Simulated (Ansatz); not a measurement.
# ScF3: pressure and energy less free atoms against volume scale

Periodic Kohn-Sham DFT of a crystal at fixed atoms, scaled to volume_scale times the given cell; pressure positive in compression, energy less spherical unpolarised free atoms, largest_vzz the field gradient of largest size among the nuclei. The results are calculated, by Ansatz 0.2.0.

The cell before it is scaled or strained (space group Pm-3m, No. 221):
```
CELL_PARAMETERS angstrom
4.01250 0.00000 0.00000
0.00000 4.01250 0.00000
0.00000 0.00000 4.01250
ATOMIC_POSITIONS crystal
Sc 0.00000 0.00000 0.00000
F 0.50000 0.00000 0.00000
F 0.00000 0.50000 0.00000
F 0.00000 0.00000 0.50000
```

Settings of every row: method all-electron LAPW; functional LDA; relativity scalar; k mesh 6x6x6; filling fermi-dirac; smearing width 0.02 eV; basis error target 1 meV/atom; nucleus gaussian.

Atom start moment: 0 on all atoms.

| row | volume scale | V (Å³/atom) | pressure (GPa) | energy less free atoms (eV/atom) |
| --- | --- | --- | --- | --- |
| 1 | 0.94 | 15.181 | 3.741 | -7.0248 |
| 2 | 0.96 | 15.504 | 1.269 | -7.0298 |
| 3 | 0.98 | 15.826 | -0.941 | -7.0301 |
| 4 | 0.99 | 15.988 | -1.957 | -7.0286 |
| 5 | 1 | 16.15 | ? | ? |
| 6 | 1.01 | 16.312 | -3.827 | -7.0228 |
| 7 | 1.02 | 16.472 | -4.686 | -7.0185 |
| 8 | 1.04 | 16.796 | -6.266 | -7.0074 |
| 9 | 1.06 | 17.119 | -7.679 | -6.9933 |

Question: what pressure and energy less free atoms should row 5 give?

Worked fit of pressure. Take u = (V_r/V)^(2/3) − 1 with V_r = 16.15 Å³ an atom, which is twice the finite (Eulerian) strain; such expansions in the strain, on which the Birch-Murnaghan equation of state is built, carry the rest volume and the bulk modulus. The shown rows have u = 0.04211, 0.02759, 0.0136, 0.00674, -0.00663, -0.01308, -0.02581, -0.0381. Least squares give pressure = −2.9204 + 140.057 × u + 413.59 × u² + 410 × u³ GPa; a parabola predicts inner rows, each left out in turn, worse (root mean square 0.0076 against 0.004 GPa). The rows lie off it by 0.000, 0.002, -0.003, 0.001, 0.004, -0.003, 0.001, 0.000. The pressure vanishes at u = 0.0197, or V = 15.68 Å³ an atom, and there the bulk modulus at fixed shape and fractions is B = −V dP/dV = (2/3)(1 + u) dP/du = 107 GPa. The withheld row has u = 0, so the fit gives −2.9204 + 140.057 × (0) + 413.59 × (0)² + 410 × (0)³ = -2.920 GPa.

The calculation gave -2.918 GPa. The fit lies 0.002 GPa (0.018 % of the column's range) below it; its largest miss of a shown row is 0.004 GPa.

Worked fit of energy less free atoms. Take u = (V_r/V)^(2/3) − 1 with V_r = 16.15 Å³ an atom, which is twice the finite (Eulerian) strain; such expansions in the strain, on which the Birch-Murnaghan equation of state is built, carry the rest volume and the bulk modulus. The shown rows have u = 0.04211, 0.02759, 0.0136, 0.00674, -0.00663, -0.01308, -0.02581, -0.0381. Least squares give energy less free atoms = −7.02618 − 0.4382 × u + 11.167 × u² eV/atom; a straight line predicts inner rows, each left out in turn, worse (root mean square 0.0057 against 3.8e-05 eV/atom). All shown rows lie on it to the printed digit. Its lowest point lies at u = 0.0196, or V = 15.69 Å³ an atom, and the curvature there gives the bulk modulus at fixed shape and fractions, B = (4/9)(1 + u)² E″(u)/V = 105 GPa. The withheld row has u = 0, so the fit gives −7.02618 − 0.4382 × (0) + 11.167 × (0)² = -7.0262 eV/atom.

The calculation gave -7.0262 eV/atom. The fit meets it to the printed digit.
